# End-region recombination in a p-i-n diode and the square-root regime

## Statement

A p⁺ emitter occupies $x<0$, a lightly doped base $0<x<w$, an n⁺ emitter $x>w$. Current densities and the field $E$ are counted along $+x$. The base is in high injection, $n=p$, with edge densities $p_1=p(0)$ and $p_2=p(w)$. Write $V_T=k_BT/q$, $b=\mu_n/\mu_p$, $\mu_s=\mu_n+\mu_p$, $H=h_1+h_2$.

**A.** Each emitter draws a minority current quadratic in the adjacent plasma density (Herlet, 1968): $J_n(0)=qh_1p_1^2$, $J_p(w)=qh_2p_2^2$. For a thick emitter of doping $N$, minority diffusivity $D$, diffusion length $L$ and effective intrinsic density $n_{ie}$,
$$h=\frac{D}{NL}\left(\frac{n_{ie}}{n_i}\right)^2 \quad (\mathrm{cm^4/s}). \tag{1}$$

**B.** With stored charge $Q=q\int_0^w p\,dx$ and high-injection lifetime $\tau$,
$$J=\frac{Q}{\tau}+qh_1p_1^2+qh_2p_2^2. \tag{2}$$

**C.** When the end terms dominate, $p\propto\sqrt J$ in both the diffusion-flattened and the drift-controlled limit, and the junction voltage $V_j=V_T\ln(p_1p_2/n_i^2)$ has ideality factor 1.

**D.** The end-dominated profile is flat at every current if and only if $h_1/h_2=\mu_n/\mu_p$, with $h_1$ at the p⁺ side. Then
$$p=\sqrt{\frac{J}{qH}},\qquad V_m=\frac{w}{\mu_n+\mu_p}\sqrt{\frac{J\,(h_1+h_2)}{q}}, \tag{3}$$
where $V_m$ is the electrostatic drop across the base and the terminal voltage without series resistance is $V_j+V_m$.

## Premises

1. Steady state, one dimension, uniform temperature, Boltzmann statistics.
2. Quasi-neutral base with $n=p$ far above $n_i$ and the base doping.
3. Constant mobilities in the base, with $D_{n,p}=V_T\mu_{n,p}$.
4. Both quasi-Fermi levels are flat across each space-charge layer and heterointerface, and recombination inside these layers is negligible.
5. Each emitter is uniform, in low injection, thick against $L$, and its minority carriers move by diffusion.
6. Base recombination is $R=p/\tau$ unless stated otherwise.

## Derivation

### Step 1. Emitter current

Let $\Delta F_1$ be the quasi-Fermi splitting at the p⁺ junction. By premise 4 it has one value on both sides. On the base side, $p_1^2=n_i^2e^{\Delta F_1/k_BT}$. On the emitter side the hole density is $N$ (premise 5), so the electron density $n_e$ at the neutral edge obeys $Nn_e=n_{ie}^2e^{\Delta F_1/k_BT}$, where $n_{ie}^2/N$ is the equilibrium minority density. Division removes the exponential:
$$n_e=\left(\frac{n_{ie}}{n_i}\right)^2\frac{p_1^2}{N}.$$
With $y$ the depth into the emitter, the excess density obeys $D\,\delta n''=\delta n/\tau_e$, and the bounded solution is $\delta n=\delta n(0)\,e^{-y/L}$, $L=\sqrt{D\tau_e}$. The flux entering is $D\,\delta n(0)/L$. Since $p_1\gg n_i$, the equilibrium part of $n_e$ is negligible and $\delta n(0)=n_e$. Electrons moving toward $-x$ carry current along $+x$, so $J_n(0)=qDn_e/L=qh_1p_1^2$, which is (1). The same argument for holes in the n⁺ emitter gives $h_2$. An emitter of thickness $W$ with $\delta n=0$ at its contact has $\delta n\propto\sinh[(W-y)/L]$, and $h$ gains the factor $\coth(W/L)$.

For a non-degenerate heterojunction emitter with gap excess $\Delta E_g$,
$$\left(\frac{n_{ie}}{n_i}\right)^2=\frac{(N_cN_v)_e}{N_cN_v}\,e^{-\Delta E_g/k_BT}. \tag{4}$$
Only the total $\Delta E_g$ enters, not its division into $\Delta E_c$ and $\Delta E_v$. The offset in the majority band changes the electrostatic step at the junction, and that step adds to or subtracts from the minority barrier so as to restore the full gap difference.

### Step 2. Ambipolar transport

The base currents are $J_n=q\mu_npE+qD_np'$ and $J_p=q\mu_ppE-qD_pp'$. Their sum $J$ is independent of $x$, which fixes the field:
$$E=\frac{J}{q\mu_sp}-V_T\,\frac{b-1}{b+1}\,\frac{p'}{p}. \tag{5}$$
Inserting (5) into $J_n$, the gradient terms combine to $qD_n[1-(b-1)/(b+1)]p'=2qD_np'/(b+1)$, so
$$J_n=\frac{b}{b+1}J+qD_ap',\qquad J_p=\frac{1}{b+1}J-qD_ap',\qquad D_a=\frac{2V_T\mu_n\mu_p}{\mu_s}. \tag{6}$$
Continuity, $J_n'=qR$, becomes $D_ap''=R$.

### Step 3. Current balance

Integrating $J_n'=qR$ over the base gives $J_n(w)-J_n(0)=q\int_0^wR\,dx$. Step 1 gives $J_n(0)=qh_1p_1^2$ and $J_n(w)=J-qh_2p_2^2$. Hence $J=q\int_0^w R\,dx+qh_1p_1^2+qh_2p_2^2$, which is (2) for $R=p/\tau$. The first term is linear in the density and the others are quadratic, so the ends take over as the current rises.

### Step 4. Voltage partition

Let $\psi$ be the potential of the intrinsic level in the base, $E=-\psi'$, and let $p=n_ie^{(\phi_p-\psi)/V_T}$, $n=n_ie^{(\psi-\phi_n)/V_T}$. By premise 4, and without ohmic drop in the emitters, the contacts sit at $\phi_p(0)$ and $\phi_n(w)$. Then
$$V=\phi_p(0)-\phi_n(w)=V_T\ln\frac{p_1}{n_i}+V_T\ln\frac{p_2}{n_i}+\psi(0)-\psi(w)=V_j+V_m,$$
with $V_m=\int_0^wE\,dx$. From (5),
$$V_m=\frac{J}{q\mu_s}\int_0^w\frac{dx}{p}+V_T\,\frac{b-1}{b+1}\ln\frac{p_1}{p_2}. \tag{7}$$
The first term is ohmic and the second is the Dember voltage.

### Step 5. End-dominated solution

Set $R=0$. Then $p''=0$, the profile is linear with $p'=(p_2-p_1)/w$, and $J=qh_1p_1^2+qh_2p_2^2$. Equation (6) at $x=0$ gives $qh_1p_1^2=bJ/(b+1)+qD_ap'$, and eliminating $J$,
$$\frac{D_a}{w}(p_1-p_2)=\frac{b\,h_2p_2^2-h_1p_1^2}{b+1}. \tag{8}$$
The left side is linear and the right side quadratic in the density, so there are two limits.

*Diffusion-flattened*, $Hpw/D_a\ll1$: (8) forces $|p_1-p_2|\ll p$, and $p_1\simeq p_2\simeq\sqrt{J/qH}$ for any ratio $h_1/h_2$.

*Drift-controlled*, diffusion flux small against both $h_1p_1^2$ and $h_2p_2^2$: the right side of (8) vanishes, each current takes its drift share, and
$$p_1=\sqrt{\frac{bJ}{(b+1)qh_1}},\qquad p_2=\sqrt{\frac{J}{(b+1)qh_2}}.$$
In both limits $p(x)\propto\sqrt J$ and $p_1p_2\propto J$, so the junction ideality $n_j=dV_j/(V_T\,d\ln J)$ equals 1. In the flat limit $J=J_0e^{V_j/V_T}$ with $J_0=qHn_i^2$. By (1) this is the sum of the Shockley saturation currents $qDn_{ie}^2/NL$ of the two emitters and does not contain $n_i$. Between the limits the prefactor of $p_1p_2$ moves from $1/qH$ to $\sqrt b/[(b+1)q\sqrt{h_1h_2}]$, following $p_1p_2/J=t/[q(h_2+h_1t^2)]$ while $t=p_1/p_2$ runs from 1 to $\sqrt{bh_2/h_1}$. So $n_j$ stays 1 throughout only for $h_1=bh_2$, where $t$ does not move. For $h_1=h_2/b$ the two prefactors are also equal, but $qh_2p_1p_2/J$ rises from $b/(b+1)$ to $\sqrt b/2$ at $t=\sqrt b$ and falls back at $t=b$. For the linear profile (7) integrates to
$$V_m=\frac{Jw}{q\mu_s}\,\frac{\ln(p_1/p_2)}{p_1-p_2}+V_T\,\frac{b-1}{b+1}\ln\frac{p_1}{p_2},$$
and in the drift-controlled limit the first term grows as $\sqrt J$ while the second is constant.

### Step 6. Flat case

If $p_1=p_2$, (8) requires $h_1=bh_2$. Conversely, for $h_1=bh_2$, (8) reads
$$(p_1-p_2)\left[\frac{D_a}{w}+\frac{b\,h_2(p_1+p_2)}{b+1}\right]=0,$$
and the bracket is positive, so $p_1=p_2$ at every current. The larger $h$ belongs to the p⁺ side because the electron current, the larger drift share, ends there. Then $J=qHp^2$, the Dember term vanishes, and $V_m=Jw/(q\mu_sp)=(w/\mu_s)\sqrt{JH/q}$, which is (3). The terminal ideality is $1+V_m/2V_T$.

### Step 7. First correction from base recombination

Keep $h_1=bh_2$ and add a weak, nearly uniform rate $R$, so that $J=qHp^2+qRw$. Equation (6) at $x=0$ gives $D_ap'(0)=h_1p^2-\frac{b}{b+1}(Hp^2+Rw)=-\frac{b}{b+1}Rw$. Integrating $D_ap''=R$ twice,
$$p_1-p_2=\frac{Rw^2}{D_a}\left(\frac{b}{b+1}-\frac12\right)=\frac{Rw^2}{2D_a}\,\frac{b-1}{b+1}.$$
Insert this into (7) with $\ln(p_1/p_2)\simeq(p_1-p_2)/p$ and $V_T/D_a=(b+1)^2/(2b\mu_s)$. The Dember term is $(w/\mu_sp)\,Rw\,(b-1)^2/4b$, the ohmic term is $(w/\mu_sp)(Hp^2+Rw)$, and since $1+(b-1)^2/4b=(b+1)^2/4b$,
$$V_m=\frac{w}{\mu_sp}\left[Hp^2+\frac{(b+1)^2}{4b}\,Rw\right]. \tag{9}$$
The feedback of $p_1-p_2$ on the end currents, the second term in the bracket of Step 6, is of relative size $wHp/(\mu_sV_T)$, so (9) holds for $V_m\ll V_T$. Base recombination weighs $(b+1)^2/4b$ times more in $V_m$ than in $J$.

In a direct-gap base $R=p/\tau+Bp^2$, with $B$ the net radiative coefficient. For a nearly flat profile
$$\frac{J}{q}=\frac{w}{\tau}p+(H+Bw)\,p^2,\qquad n_j=\frac{2\,[w/\tau+(H+Bw)p]}{w/\tau+2(H+Bw)p}. \tag{10}$$
The second form follows from $n_j=2\,d\ln p/d\ln J$ and falls from 2 to 1. The linear and quadratic terms are equal at $J_c=2q(w/\tau)^2/(H+Bw)$. Radiative recombination acts as a third parameter $Bw$, so ideality 1 and $p\propto\sqrt J$ alone do not prove end-region control. Equal interface recombination velocities $S$ at both ends enter $J$ and, to this order, $V_m$ as a contribution $2S/w$ to $1/\tau$.

## Range of validity

- **End control.** The density in (3) needs $Hp^2\gg Rw$, that is $J\gg J_c$, $H\gg Bw$ and $H\gg Cwp$ for an Auger coefficient $C$. The voltage in (3) needs the stronger $Hp^2\gg Rw\,(b+1)^2/4b$.
- **Quasi-neutrality.** The Debye length $\sqrt{\varepsilon V_T/2qp}$ must be small against $w$.
- **Statistics.** For $p$ approaching $N_c$ the splitting exceeds its Boltzmann value by $k_BT[\eta-\ln(p/N_c)]$, with $F_{1/2}(\eta)=p/N_c$ and $F_{1/2}$ normalised to $e^\eta$ in the non-degenerate limit. Then $h$ grows by the factor $e^\eta N_c/p$. The end current as a function of the splitting is unaffected.
- **Interface.** If minority carriers cross by thermionic emission with $v_R=\sqrt{k_BT/2\pi m^*}$, the balance $v_R(n_e^{0}-n_e)=Dn_e/L$, with $n_e^0$ the value of Step 1, divides $h$ by $1+D/(Lv_R)$. A majority-carrier spike at an abrupt interface adds a voltage absent from Step 4.
- **Emitter.** Low injection needs $n_e\ll N$. The majority carriers carry $J-J_{min}(y)$, with $J_{min}(y)=J_{min}(0)e^{-y/L}$, and by neutrality they share the density gradient of the minority carriers. The field is then $E_e(y)=E_\infty(1-fe^{-y/L})$, with $E_\infty=J/(q\mu_{maj}N)$ and $f=[J_{min}(0)/J](1-\mu_{maj}/\mu_{min})$. It drives minority carriers toward the contact at speed $v=DE_e/V_T$. Multiplying continuity by $e^{-y/L}$ and integrating gives, to first order in $v$, the entering flux per carrier $D/L+L^{-1}\int_0^\infty v\,e^{-2y/L}dy$, so $h$ gains the factor $1+z(1-2f/3)$, $z=E_\infty L/2V_T$. In the uniform-field limit $f\to0$, $\delta n\propto e^{-\kappa y}$ with $D\kappa^2+v\kappa=D/L^2$, and the flux per carrier is $v+D\kappa=(D/L)(z+\sqrt{1+z^2})$ for any $z$. For $z\gtrsim1$, $h$ grows with $J$ and $p$ rises more slowly than $\sqrt J$.
- **Mobility.** Electron-hole scattering makes $\mu_s$ depend on $p$ and steepens $V_m(J)$.

## Numerical illustration: AlGaAs/GaAs double heterostructure at 300 K

*Compiled values for GaAs:* $E_g=1.42$ eV (Wing 2021), $m_e=0.067\,m_0$, $\gamma_1=6.98$, $\gamma_2=2.06$, $\gamma_3=2.93$ (0 K values, Vurgaftman 2001), $\varepsilon_r=12.87$ (Rakita 2019). With $V_T=25.85$ mV and the spherical average $\bar\gamma=(2\gamma_2+3\gamma_3)/5=2.58$, the masses $1/(\gamma_1\mp2\bar\gamma)$ are $0.55$ and $0.082$. Then $N_c=4.35\times10^{17}$, $N_v=1.1\times10^{19}$ and $n_i=\sqrt{N_cN_v}\,e^{-E_g/2k_BT}=2.6\times10^{6}$ cm⁻³.

*Assumed inputs, typical or approximate:* $w=1$ µm, $\mu_n=4500$ and $\mu_p=300$ cm²/V s, $\tau=0.5$ µs including interfaces, net $B=1\times10^{-10}$ cm³/s, $\Delta E_g=1.247\,x_{\rm Al}$ eV for Al fraction $x_{\rm Al}$, density-of-states ratio in (4) set to 1. Both emitters have $N=5\times10^{17}$ cm⁻³. On the p side $D=50$ cm²/s and $L=2$ µm, on the n side $D=5$ cm²/s and $L=1$ µm. These give $b=15$, $\mu_s=4800$ cm²/V s, $D_a=14.5$ cm²/s, $w/\tau=200$ cm/s, $Bw=1.0\times10^{-14}$ cm⁴/s, and $D/NL=5.0\times10^{-13}$ (p side) and $1.0\times10^{-13}$ cm⁴/s (n side).

*Emitter parameters.* The Al fractions are chosen low so that the ends dominate. For $x_{\rm Al}=0.05$ on the p side, (4) gives $0.090$ and $h_1=4.5\times10^{-14}$ cm⁴/s. The flat condition asks for $h_2=0.30\times10^{-14}$ cm⁴/s, reached at $x_{\rm Al}=0.073$ on the n side, and $H=4.8\times10^{-14}$ cm⁴/s.

*Operating point $J=100$ A/cm².* The pure result (3) gives $p=1.14\times10^{17}$ cm⁻³ and $V_m=0.11$ mV. Equation (10), with $H+Bw=5.8\times10^{-14}$ cm⁴/s and $J_c=0.22$ A/cm², gives $p=1.02\times10^{17}$ cm⁻³. The current divides into 80 A/cm² at the ends, 17 radiative and 3.3 linear, with $V_j=1.26$ V and $n_j=1.02$. The tilt $(p_1-p_2)/p$ is 0.37 %. In (9) the weight is $4.27$, so the end part of $0.10$ mV is joined by a base part of $0.11$ mV and $V_m=0.21$ mV. Equation (3) thus describes the density fairly well and misses $V_m$ by about a factor of two. By (3), $V_m$ would reach $V_T$ only at $5.1\times10^{6}$ A/cm², far beyond the $1.8$ kA/cm² at which the quadratic term of (10) puts $p$ at $N_c$.

*Neglected terms.* The Debye length is $9.5$ nm, and $n_e=1.9\times10^{15}$ cm⁻³. At $p/N_c=0.23$ degeneracy raises $h$ by $1.09$. With $v_R=1.04\times10^{7}$ cm/s, $D/Lv_R=0.024$. For an approximate emitter hole mobility of 150 cm²/V s, $E_\infty=8.3$ V/cm and $z=0.032$. With $J_n(0)=75$ A/cm² and $\mu_{maj}/\mu_{min}=\mu_{maj}V_T/D=0.078$, $f=0.69$, the field at the junction is $2.6$ V/cm and $h_1$ rises by $1.02$. The same field drops $3.9$ mV over a 6 µm emitter, far more than $V_m$. An approximate alloy mass $0.067+0.083x_{\rm Al}$ raises $N_c$ of the p emitter by $1.09$. The largest uncertainty is the effective gap step. Gap narrowing in emitter and plasma, typically 10 to 20 meV each and opposite in effect, and degeneracy of the n emitter, worth about 10 meV, are left out, and each 10 meV changes $h$ by a factor $1.5$. The values of $h$ are good to about a factor of two, and all numbers here are the model's, not those of a device.

*Usual compositions.* With the same inputs $h_1=Bw$ at $x_{\rm Al}=0.081$, and $h_1$ falls to $4.0\times10^{-15}$ cm⁴/s at $0.10$ and to $2.6\times10^{-19}$ cm⁴/s at $0.30$, a typical confinement composition. There $h_1/Bw=2.6\times10^{-5}$. The square-root law and ideality 1 survive through (10), but they are set by radiative recombination in the base and no longer by the emitters.